Question: Can I estimate a density of states by hand?

I work with tantalum alloys and was handed this calculated density of states for Ta3Ru. I understand that it counts how many electron states the crystal offers in each slice of energy, and that the states below the Fermi level, the zero of the energy column, are filled. What I can't judge is the size of the numbers. Is there a way to say roughly what the total should be at a given energy, without running such a calculation, and how far could I trust it?

Density of states of Ta3Ru (Cmmm, a = 3.318, b = 4.690, c = 8.815 Å; 4-atom primitive cell) from Ansatz 0.2.0 with r2SCAN, scalar-relativistic plane-wave PAW, no spin polarisation, a 500 eV cutoff and a 24×24×9 k mesh. Tetrahedron-method values are averaged over 0.2 eV bins, with energies relative to the Fermi level; d columns are Löwdin projections summed over sites.

```
energy (eV)  density of states total (states/eV/cell)  DOS Ta 5d (states/eV/cell)  DOS Ru 4d (states/eV/cell)
      -4.75                                     3.240                       1.140                       1.250
      -4.55                                     3.680                       1.300                       1.540
      -4.35                                     4.340                       1.570                       1.940
      -4.15                                     3.980                       1.640                       1.640
      -3.95                                     3.670                       1.680                       1.340
      -3.75                                     4.340                       2.010                       1.700
      -3.55                                     3.900                       1.700                       1.880
      -3.35                                     4.380                       2.050                       2.070
      -3.15                                     5.080                       2.210                       2.540
      -2.95                                     3.150                       1.440                       1.440
      -2.75                                     4.340                       2.180                       1.840
      -2.55                                     5.310                       2.440                       2.520
      -2.35                                     3.010                       1.580                       1.230
      -2.15                                     3.130                       1.880                       1.020
      -1.95                                     4.300                       2.690                       1.260
      -1.75                                     5.100                       3.510                       1.210
      -1.55                                     4.820                       3.410                       1.040
      -1.35                                     5.370                       3.900                       1.000
      -1.15                                     5.370                       3.750                       0.990
      -0.95                                     5.280                       3.560                       1.080
      -0.75                                     4.520                       3.180                       0.750
      -0.55                                     3.960                       2.800                       0.610
      -0.35                                     3.520                       2.400                       0.680
      -0.15                                     3.660                       2.200                       1.070
       0.05                                     3.760                       2.020                       1.340
       0.25                                     3.980                       2.180                       1.380
       0.45                                     4.140                       2.380                       1.300
       0.65                                     3.240                       1.800                       1.000
       0.85                                     2.610                       1.500                       0.690
       1.05                                     2.160                       1.320                       0.540
       1.25                                     2.080                       1.390                       0.470
       1.45                                     1.810                       1.270                       0.390
       1.65                                     1.910                       1.360                       0.420
       1.85                                     1.940                       1.460                       0.350
       2.05                                     2.210                       1.710                       0.370
       2.25                                     2.510                       1.880                       0.480
       2.45                                     2.560                       1.950                       0.430
       2.65                                     2.680                       2.080                       0.400
       2.85                                     2.820                       2.170                       0.410
       3.05                                     3.810                       2.910                       0.520
```

Answer:

Yes, for the general height of the curve, though not for its single peaks. The estimate rests on the fact that a crystal spreads out the states of its atoms but does not change their number. In a free atom the d states lie close together in energy. In the metal they overlap with those of the neighbours and spread into a band several eV wide. If you know how many states there are and how wide the band is, you know its average height.

The simplest version, Friedel's rectangle, spreads the states evenly:

g = N / W

Here g is the density of states, N the number of d states in the cell and W the width of the d band. Each atom has five d orbitals with room for two electrons each, so four atoms give N = 40. For heavy transition metals near the middle of their row W is roughly 10 eV, a recalled value good to an eV or so. The rule then gives 4 states/eV/cell, and a width of 9 eV would raise this by 11 %.

Take the row at −1.35 eV, well inside the filled states:

g = 40 / (10 eV) = 4 states/eV/cell

The calculation has 5.37, so the estimate is 26 % too low. This row sits on top of a broad peak, where a flat band has to fall short. Its value played no part in choosing N or W.

Now take the row at 1.45 eV. The same 4 states/eV/cell would be more than twice the computed 1.81, because the band has a valley here. In a body-centred cubic metal the d states fall into a bonding group at low energy and an antibonding group at high energy, with few states between them. This crystal is a layered, ordered version of that packing, so a similar valley is no surprise. A workable correction is to take half the rectangle there:

g = 4 / 2 = 2 states/eV/cell

That is 10 % above the computed value. This second row is a weaker test than the first, because I read both the factor of one half and the start of the valley, 0.75 eV, from this very table. Halving also takes some states away from the 40. They can't vanish, so the rest of the band must be somewhat higher or wider than the plain rectangle.

With these two heights, 32 of the 40 rows come out within 25 % of the computed total. The typical (rms) miss is 0.7 states/eV/cell. Choosing the two heights by least squares on all rows gives 4.2 and 2.4 and hardly reduces the miss, as the output below shows. What remains is the structure of the computed curve, its peaks and dips, which no pair of constants can follow.

The rule does better when you count states over several eV, because peaks and dips then cancel. Between −4.85 eV and the Fermi level the calculation finds 20.5 states in the cell, and the rectangle gives 19.4, about 5 % fewer. The same reasoning tells you how far the Fermi level moves if the alloy gains electrons while its bands stay as they are. At 4 states/eV/cell, one extra electron per cell raises it by about a quarter of an eV.

The weak point is the position of the valley. In body-centred cubic transition metals it usually lies where about six valence electrons per atom fill the band. Ta brings five and Ru eight, so this cell holds 3 × 5 + 8 = 23, one short of the 24 that would be needed. By the quarter-eV step the valley should therefore lie at 0.25 eV, yet the lowest row is at 1.45 eV. The usual count treats all atoms as equal and the packing as cubic. Here Ta and Ru differ, and the layers lie about 6 % closer together than cubic packing would put them. Either may upset the count, but this calculation does not test that. For another ordered alloy of heavy transition metals near the middle of their rows, then, the height is a fair guess, while the place of the valley has to come from a calculation or a measurement.

The valley also ends inside the table. In the last row, at 3.05 eV, the total has climbed back to 3.81, and half the rectangle is 48 % too low. This is the largest miss of all, and the full rectangle would be much closer. A rise of this kind is what the antibonding group should bring, although a single row is thin evidence for where it begins.

You may also want to know which element supplies the states. Three Ta atoms and one Ru atom suggest sharing the rectangle as 3 for Ta 5d and 1 for Ru 4d. From −2.45 to 0.75 eV this works on average, with 2.7 and 1.1 states/eV/cell, although Ru supplies more than its share around the Fermi level. Deeper down it fails: there the single Ru atom supplies as much as the three Ta atoms together, 1.8 each.

The likely reason is how strongly each atom holds its d electrons. Ru stands further to the right in its row than Ta does, so its d electrons feel a less well screened nucleus. They are bound more tightly, and their states gather lower in the band. The total hardly notices, because what Ru adds at the bottom makes up for most of what Ta lacks there. That is why the rule is safer for the whole alloy than for either element.

Some cautions apply to the comparison itself. The rule counts only d states, while the total also contains s and p states; the two d columns make up 89 % of it over the table. Agreement within a tenth is therefore more than the rule can promise. The calculation also leaves out spin-orbit coupling, which in a Ta compound can shift features by tenths of an eV, so a single peak or dip one or two rows wide should not be taken too literally. Spin polarisation was switched off as well. That should matter little, since neither Ta nor Ru is magnetic as a pure metal, but the calculation did not check it.

Printed output of the fit:

```
Rule below the valley, states/eV/cell: 4
Rule in the valley, states/eV/cell: 2
Change of the rule if the width were 9 eV, %: 11.11
Miss of the rule at -1.35 eV, %: -25.51
Miss of the rule at 1.45 eV, %: 10.5
Miss at 1.45 eV without halving, %: 121
Miss of the rule in the Fermi-level bin, %: 6.383
Rms miss below the valley, states/eV/cell: 0.7385
Rms miss in the valley rows, states/eV/cell: 0.6758
Rms miss over all rows, states/eV/cell: 0.7203
Rms miss over all rows without halving, states/eV/cell: 1.099
Rows within 25 % of the table, of 40: 32
Largest overestimate, %: 32.89
Largest underestimate, %: -47.51
fit of total on 40 rows: coefficient of hump 4.163 +/- 0.13, coefficient of valley 2.425 +/- 0.2; rms 0.668, worst 3.05 -1.38, leave-one-out rms 0.699
States from -4.85 eV to the Fermi level, computed: 20.48
States from -4.85 eV to the Fermi level, rule: 19.4
Energy of the lowest bin, eV: 1.45
Valence electrons an atom when filled to there: 6.847
Valley energy from six electrons an atom and the rule, eV: 0.25
Mean Ta 5d below -2.45 eV, states/eV/cell: 1.78
Mean Ru 4d below -2.45 eV, states/eV/cell: 1.808
Mean Ta 5d from -2.45 to 0.75 eV, states/eV/cell: 2.703
Mean Ru 4d from -2.45 to 0.75 eV, states/eV/cell: 1.06
Share of the two d shells in the total over the table, %: 89.06
```
